## Premises

A reaction coordinate $q$ of mass $M$ moves classically in a potential $V(q)$ and couples to harmonic bath modes $x_j$ (mass-weighted, frequencies $\omega_j$) through one function $h(q)$ with the dimension of length:

$$H=\frac{p^2}{2M}+V(q)+\sum_j\left[\frac{p_j^2}{2}+\frac{\omega_j^2}{2}\Big(x_j-\frac{c_j h(q)}{\omega_j^2}\Big)^2\right].\tag{1}$$

The coupling is linear in the bath and arbitrary in $q$. At $t=0$ the bath is in thermal equilibrium at fixed $q(0)$. Throughout, $\beta=1/k_BT$, a prime is $d/dq$, frequencies are angular and are quoted in cm$^{-1}$ as $\omega/2\pi c$, and $k$ is the forward rate constant from the left well to the right one.

**Predict.** Integrate $e^{-\beta H}$ over the bath at fixed $q$. Does $h$ survive?

It does not. The shift $y_j=x_j-c_jh(q)/\omega_j^2$ has unit Jacobian and leaves Gaussians independent of $q$, so $V$ is the potential of mean force. Expanding the square shows that (1) contains the term $h^2\sum_jc_j^2/2\omega_j^2$. If the starting point is a bare potential $U(q)$ plus $-h\sum_jc_jx_j$, then $V=U-h^2\sum_jc_j^2/2\omega_j^2$, and it is $V$, not $U$, that appears below.

## Step 1. Eliminating the bath

Hamilton's equations are

$$M\ddot q=-V'(q)+h'(q)\sum_jc_jy_j,\qquad \ddot x_j+\omega_j^2x_j=c_jh(q(t)).$$

The second is a driven oscillator, solved by

$$x_j(t)=x_j(0)\cos\omega_jt+\frac{p_j(0)}{\omega_j}\sin\omega_jt+\frac{c_j}{\omega_j}\int_0^t\sin\omega_j(t-s)\,h(q(s))\,ds.$$

**Predict.** Integrate by parts. Where do the two boundary terms go, and how many factors of $h'$ end up in the friction?

Since $\sin\omega_j(t-s)=\omega_j^{-1}\,\partial_s\cos\omega_j(t-s)$, the boundary terms are $c_jh(q(t))/\omega_j^2$ and $-c_jh(q(0))\cos\omega_jt/\omega_j^2$. The first turns $x_j(t)$ into $y_j(t)$, the second turns $x_j(0)$ into $y_j(0)$:

$$y_j(t)=y_j(0)\cos\omega_jt+\frac{p_j(0)}{\omega_j}\sin\omega_jt-\frac{c_j}{\omega_j^2}\int_0^t\cos\omega_j(t-s)\,\dot h(s)\,ds,$$

with $\dot h(s)=h'(q(s))\dot q(s)$. Insertion into the equation for $q$ gives, with no approximation,

$$M\ddot q+V'(q)+Mh'(q(t))\int_0^t\gamma(t-s)\,h'(q(s))\,\dot q(s)\,ds=h'(q(t))F(t),\tag{2}$$

$$\gamma(t)=\frac1M\sum_j\frac{c_j^2}{\omega_j^2}\cos\omega_jt,\qquad F(t)=\sum_jc_j\Big[y_j(0)\cos\omega_jt+\frac{p_j(0)}{\omega_j}\sin\omega_jt\Big].$$

There are two factors of $h'$: the bath is disturbed where the particle was and acts back where it is. The potential is unrenormalised because the boundary term cancelled the squared term of (1), which equals $M\gamma(0)h^2/2$.

The initial values are independent Gaussians of zero mean with $\langle y_j^2\rangle=k_BT/\omega_j^2$ and $\langle p_j^2\rangle=k_BT$. Hence $F$ is Gaussian, $\langle F\rangle=0$, and the cosine addition theorem gives

$$\langle F(t)F(s)\rangle=Mk_BT\,\gamma(t-s).\tag{3}$$

A dense spectrum of $\omega_j$ lets $\gamma$ decay.

## Step 2. The rate when the wells supply the barrier at equilibrium

Stationary points of (1) have $y_j=0$ and $V'=0$. In the coordinates $(\sqrt Mq,x_j)$ the Hessian there is

$$K_{00}=\frac{V''}{M}+h'^2\gamma(0),\qquad K_{0j}=-\frac{c_jh'}{\sqrt M},\qquad K_{jk}=\omega_j^2\delta_{jk}.$$

The term with $h''$ is multiplied by $y_j$ and vanishes.

**Predict.** Does $\det K$ depend on the coupling?

Eliminating the diagonal block, $\det(K+\lambda^2)=\big[K_{00}+\lambda^2-\sum_jK_{0j}^2/(\omega_j^2+\lambda^2)\big]\prod_j(\omega_j^2+\lambda^2)$. At $\lambda=0$ the sum cancels $h'^2\gamma(0)$, so $\det K=(V''/M)\prod_j\omega_j^2$, free of the coupling. At the barrier $q_b$ put $V''=-M\omega_b^2$. The unstable mode grows as $e^{\lambda t}$ with the bracket equal to zero. With $\hat\gamma(\lambda)=\int_0^\infty e^{-\lambda t}\gamma(t)\,dt$ one has $\lambda\hat\gamma(\lambda)=\sum_j(c_j^2/M)\,[\omega_j^{-2}-(\omega_j^2+\lambda^2)^{-1}]$, and the condition reads

$$\lambda^2+h'(q_b)^2\,\lambda\hat\gamma(\lambda)=\omega_b^2.\tag{4}$$

The left side rises monotonically from zero, so the positive root is unique.

For a high barrier, $\beta V^\ddagger\gg1$, the thermally populated part of the saddle is small and $H$ is quadratic there. The normal modes separate, and a trajectory crosses the plane on which the unstable coordinate vanishes only once. The one-way equilibrium flux through that plane is then the rate. The crossing momentum contributes $\int_0^\infty p\,e^{-\beta p^2/2}dp=k_BT$ and every bound mode of frequency $\nu$ a phase-space factor $2\pi k_BT/\nu$, so $k=(2\pi)^{-1}e^{-\beta V^\ddagger}\prod\nu_{\rm well}/\prod\nu_{\rm stable}$. The determinants give $\prod\nu_{\rm well}=\omega_0\prod_j\omega_j$ with $M\omega_0^2=V''$ at the minimum, and $\lambda\prod\nu_{\rm stable}=\omega_b\prod_j\omega_j$. Therefore

$$k=\kappa\,k_{\rm TST},\qquad \kappa=\frac{\lambda}{\omega_b},\qquad k_{\rm TST}=\frac{\omega_0}{2\pi}e^{-\beta V^\ddagger}.\tag{5}$$

This is the result of Grote and Hynes (1980) with $\hat\gamma$ replaced by $h'(q_b)^2\hat\gamma$. The slope of $h$ in the well has dropped out.

**Predict.** A proton moves between equivalent sites, $V(q)=V(-q)$, and the bath distortion is the same for both tautomers, so $h$ is even, $h=q^2/2\ell$. What is $\kappa$?

Now $h'(0)=0$, so $\lambda=\omega_b$ and $\kappa=1$ for any kernel, and the unstable mode is $q$ itself. The bath still affects the rate, through the supply of energy.

## Step 3. Energy loss along the orbit

Multiply (2) by $\dot q$. With $E=M\dot q^2/2+V$,

$$\dot E=\dot h(t)F(t)-M\dot h(t)\int^t\gamma(t-s)\dot h(s)\,ds.$$

For weak coupling and energies within a few $k_BT$ of the barrier top, evaluate $\dot h$ on the frictionless orbit of energy $V^\ddagger$ that leaves the barrier at $t=-\infty$, crosses one well and returns at $t=+\infty$. Because $\gamma$ is even, the triangle $s<t$ is half the plane, and the mean loss per loop is

$$\Delta E=\frac M2\iint\dot h(t)\,\gamma(t-s)\,\dot h(s)\,dt\,ds=\frac M\pi\int_0^\infty\omega^2|\tilde h(\omega)|^2\gamma_c(\omega)\,d\omega.\tag{6}$$

Here $\tilde h=\int e^{i\omega t}[h(q(t))-h(q_b)]\,dt$ and $\gamma_c=\int_0^\infty\gamma(t)\cos\omega t\,dt$; the second form follows from Parseval's theorem, the transform of the even kernel being $2\gamma_c$.

**Predict.** What is the variance of the energy change?

The random part $\int\dot hF\,dt$ is linear in $F$, hence Gaussian, and (3) gives its variance as $Mk_BT\iint\dot h\gamma\dot h=2k_BT\Delta E$. With $\epsilon=\beta(E-V^\ddagger)$ and $\delta=\beta\Delta E$, the energy change $u$ per loop has the density $P(u)=(4\pi\delta)^{-1/2}\exp[-(u+\delta)^2/4\delta]$ and the transform

$$\tilde P(s)=\int e^{su}P(u)\,du=e^{-\delta s(1-s)}.$$

The value $\tilde P(1)=1$ means that $P*e^{-\epsilon}=e^{-\epsilon}$: the Boltzmann distribution is preserved. Equation (4) samples $h'$ at one point, (6) along the whole orbit and least of all at the barrier, where $\dot q=0$. Equation (6) treats $q$ as the escaping mode. That is right at the saddle when $h'(q_b)=0$; otherwise it holds to first order in the friction, and the theory of Pollak, Grabert and Hänggi (1989) uses the energy of the unstable normal mode instead.

## Step 4. Depopulation in the symmetric double well

Let $f_L(\epsilon)$ and $f_R(\epsilon)$ be the steady fluxes per unit energy arriving at the barrier from each well. The flux entering the left well consists of $f_L$ for $\epsilon<0$ (reflected) and $f_R$ for $\epsilon>0$ (transmitted), and one loop convolves it with $P$, successive loops being taken as independent. For $\phi=f_L-f_R$, with $\theta_\pm$ the step functions for $\epsilon\gtrless0$,

$$\phi=P*(\theta_-\phi-\theta_+\phi).$$

Normalise so that $\phi\to e^{-\epsilon}$ deep in the wells (left filled, right empty). The equilibrium flux is then $\int_0^\infty e^{-\epsilon}d\epsilon=1$ and the depopulation factor is $\Upsilon=\int_0^\infty\phi\,d\epsilon$.

Define $\phi_+(s)=\int_0^\infty e^{s\epsilon}\phi\,d\epsilon$, analytic for ${\rm Re}\,s<1$. Deep in the well $\phi$ is built from exponentials $e^{-s\epsilon}$ with $\tilde P(s)=1$, that is $s=1$, $s=0$ and complex pairs with ${\rm Re}\,s>1$ or ${\rm Re}\,s<0$. The boundary condition excludes ${\rm Re}\,s>1$, so $\phi-e^{-\epsilon}$ is bounded, and $\phi_-(s)=(s-1)^{-1}+\int_{-\infty}^0e^{s\epsilon}(\phi-e^{-\epsilon})\,d\epsilon$ is analytic for ${\rm Re}\,s>0$ apart from the pole. Subtracting $e^{-\epsilon}=P*e^{-\epsilon}$ from the equation makes every transform converge in the strip $0<{\rm Re}\,s<1$, where $\phi_++\phi_-=\tilde P(\phi_--\phi_+)$, or

$$\phi_+=-G\phi_-,\qquad G=\frac{1-\tilde P}{1+\tilde P}=\tanh\frac{\delta s(1-s)}2.$$

On the line $z=\tfrac12+iy$ one has $z(1-z)=y^2+\tfrac14$, so $G>0$ and $G\to1$ at both ends. The integral $\Phi(s)=(2\pi i)^{-1}\int\ln G(z)\,dz/(z-s)$, taken upwards along the line, defines $\Phi_L$ to its left and $\Phi_R$ to its right, both vanishing at infinity, with the jump $\Phi_L-\Phi_R=\ln G$. Then $\phi_+e^{-\Phi_L}=-\phi_-e^{-\Phi_R}$.

**Predict.** Which function is analytic everywhere except for a simple pole at $s=1$ and vanishes at infinity?

Only $C/(s-1)$, and the residue fixes $C=-e^{-\Phi_R(1)}$. So $\Upsilon=\phi_+(0)=\exp[\Phi_L(0)-\Phi_R(1)]$. With $z^{-1}-(z-1)^{-1}=1/z(1-z)$,

$$\ln\Upsilon=\frac1\pi\int_0^\infty\frac{\ln\tanh[\delta(y^2+\frac14)/2]}{y^2+\frac14}dy=-2\sum_{n\,{\rm odd}}\frac1n\,{\rm erfc}\frac{\sqrt{n\delta}}2.\tag{7}$$

The series comes from $\ln G=-2\sum_{n\,{\rm odd}}\tilde P^n/n$, integrated term by term. This is the double-well factor of Mel'nikov and Meshkov (1986). It tends to $\delta/2$ for small $\delta$ and to 1 for large $\delta$. The rate through the turnover is $k=\kappa\Upsilon k_{\rm TST}$, and with $h'(q_b)=0$ it is $\Upsilon k_{\rm TST}$.

## Step 5. The quartic double well

Take $V=V_0(1-q^2/q_0^2)^2$, so that $V^\ddagger=V_0$, $M\omega_b^2q_0^2=4V_0$ and $\omega_0=\sqrt2\,\omega_b$. Choose $\ell=q_0$, so that $|h'|=1$ at the minima and $\gamma$ is the kernel felt there. Energy conservation at $E=V_0$ gives $\dot q^2=\omega_b^2q^2(1-q^2/2q_0^2)$, solved by $q=\sqrt2q_0\,{\rm sech}\,\omega_bt$. Then $h=q_0\,{\rm sech}^2\omega_bt$ and, with $x=\omega/\omega_b$, $\tilde h=(q_0/\omega_b)\,\pi x/\sinh(\pi x/2)$.

For $\gamma(t)=(\gamma_0/\tau)e^{-|t|/\tau}$ one has $\hat\gamma=\gamma_0/(1+\lambda\tau)$ and $\gamma_c=\gamma_0/(1+\omega^2\tau^2)$. With $a=\omega_b\tau$, (6) becomes

$$\delta=4\beta V_0\frac{\gamma_0}{\omega_b}I(a),\qquad I(a)=\pi\int_0^\infty\frac{x^4\,dx}{(1+a^2x^2)\sinh^2(\pi x/2)}.\tag{8}$$

**Predict.** Without memory, is the loss far below that for linear coupling $h=q$, as $\kappa=1$ might suggest?

No. For $a=0$, $\Delta E=M\gamma_0\int\dot h^2dt$, and the substitution $v=\tanh\omega_bt$ gives $I(0)=4\int_{-1}^1v^2(1-v^2)\,dv=16/15$, against $2\int_{-1}^1v^2dv=4/3$ for $h=q$. The ratio is $4/5$. For $a=1$, write $x^4/(1+x^2)=x^2-x^2/(1+x^2)$. The first part contributes $4/3$. In the second, use $\sinh^{-2}(\pi x/2)=-(4/\pi)\,\partial_x(e^{\pi x}-1)^{-1}$, integrate by parts and set $x=2t$; it becomes $2\int_0^\infty t\,dt/[(t^2+\frac14)^2(e^{2\pi t}-1)]$, which Binet's integral for the trigamma function identifies as $\psi'(\frac12)-4=\pi^2/2-4$. Thus $I(1)=16/3-\pi^2/2=0.3985$.

## Range of validity

Equations (2) and (3) are exact for the classical model (1). A bath that couples through several functions of $q$ gives a sum of such terms. The rate needs more.

1. *Friction on the flanks of the barrier.* The result $\kappa=1$ ignores that $h'\neq0$ within the thermal width of the barrier. For strong memoryless friction, momentum balance for density $\rho$ and flux $j$ reads $M\gamma_0h'^2j=-V'\rho-k_BT\rho'$. Multiplying by $e^{\beta V}$ and integrating across the barrier at constant $j$ gives $k^{-1}=\beta M\gamma_0\int h'^2e^{\beta V}dq\int_{\rm well}e^{-\beta V}dq$. Gaussian integrals yield $k=k_{\rm TST}\,\omega_b/\gamma_{\rm eff}$ with $\gamma_{\rm eff}=\gamma_0k_BT/M\omega_b^2\ell^2=\gamma_0/4\beta V_0$, valid for $\gamma_{\rm eff}\gg\omega_b$. The rate does fall in the end, and $\kappa\approx1$ requires $\gamma_0\ll4\beta V_0\,\omega_b$.
2. *Unperturbed orbit.* Equation (6) needs $\Delta E\ll V_0$. It also drops the mean gain from noise acting on the perturbed orbit. For memoryless friction $\langle\dot E\rangle=-\gamma_0h'^2(M\dot q^2-k_BT)$, and $\int h'^2dt=4/\omega_b$ makes the gain a fraction $15/(16\beta V_0)$ of the loss.
3. *Independent loops.* Matching $q_t\cosh\omega_bt$ near the barrier, with turning point $q_t^2=q_0^2|E-V_0|/2V_0$, to the tail $2\sqrt2q_0e^{-\omega_bt}$ gives the loop time $t_\ell=\omega_b^{-1}\ln(64V_0/|E-V_0|)$. The memory of the previous loop changes the loss by about $-M\gamma_0\tau^{-3}e^{-t_\ell/\tau}\big(\int he^{t/\tau}dt\big)^2$. For $a=1$ the integral is $\pi q_0/\omega_b$, and at $|E-V_0|=k_BT$ the relative size is $\pi^2/[64\beta V_0I(1)]$. It grows quickly with $\tau$.
4. *Harmonic well.* Expanding $V$ to fourth order about $q_0$ raises the well integral, and lowers $k_{\rm TST}$, by the fraction $3/(16\beta V_0)$.
5. *Classical motion.* It requires $\hbar\omega_b$ and $\hbar\omega_0$ small against $k_BT$.

## Numerical illustration

The inputs are illustrative: $M=1.008$ u, $V_0=5.0$ kcal mol$^{-1}$, $q_0=0.50$ Å, $T=300$ K, $\gamma_0=0.10\,\omega_b$ and $a=1$, a short memory chosen so that condition 3 holds. Then $\beta V_0=8.39$, $\omega_b=1.822\times10^{14}$ s$^{-1}$ or 967 cm$^{-1}$, $\omega_0=1368$ cm$^{-1}$, $\tau=5.49$ fs, $\gamma_0=97$ cm$^{-1}$ and $k_{\rm TST}=9.3\times10^9$ s$^{-1}$. The squared term $M\gamma(0)h^2/2$ amounts to 0.25 kcal mol$^{-1}$ at the minima and zero at the barrier, so mistaking $U$ for $V$ would understate the barrier by that much.

**Predict.** Which factor lowers the rate here?

Not $\kappa$: it is 1, with $\gamma_{\rm eff}/\omega_b=0.003$, and even linear coupling would give 0.975 from (4). The coupling shape matters for $\kappa$ at stronger friction: at $\gamma_0=3\omega_b$ linear coupling gives 0.39, while $\gamma_{\rm eff}/\omega_b$ is only 0.09, far below the onset at $\gamma_0\approx33.5\,\omega_b$. Equation (8) gives $\delta=1.34$ and (7) gives $\Upsilon=0.38$, so the model's classical rate is $3.5\times10^9$ s$^{-1}$. Without memory $\delta=3.58$ and $\Upsilon=0.69$: the memory filters out the frequencies near $\omega_b$ at which the orbit drives the bath.

The neglected terms are $\Delta E/V_0=0.16$, a noise gain of 0.11 (memoryless estimate), a loop overlap of 0.05 at $\omega_bt_\ell=6.3$, and a well correction of 0.02. Since $d\ln\Upsilon/d\ln\delta=0.7$ here, the second figure of the classical rate is uncertain.

Condition 5 fails for a proton. The crossover temperature $\hbar\lambda/2\pi k_B$ is 222 K, not lowered by the bath because $\lambda=\omega_b$. For the uncoupled coordinate, a quantum harmonic well and a parabolic barrier multiply $k_{\rm TST}$ by $(\omega_b/\omega_0)\sinh(\beta\hbar\omega_0/2)/\sin(\beta\hbar\omega_b/2)$, about 13, and energy exchange in quanta larger than $k_BT$ alters $P(u)$ as well. This exceeds the effect of $\Upsilon$, so the classical number shows how the coupling shape divides its influence between $\kappa$ and $\Upsilon$, and it lies roughly an order of magnitude below the rate that the same model would have with zero-point energy and tunnelling included.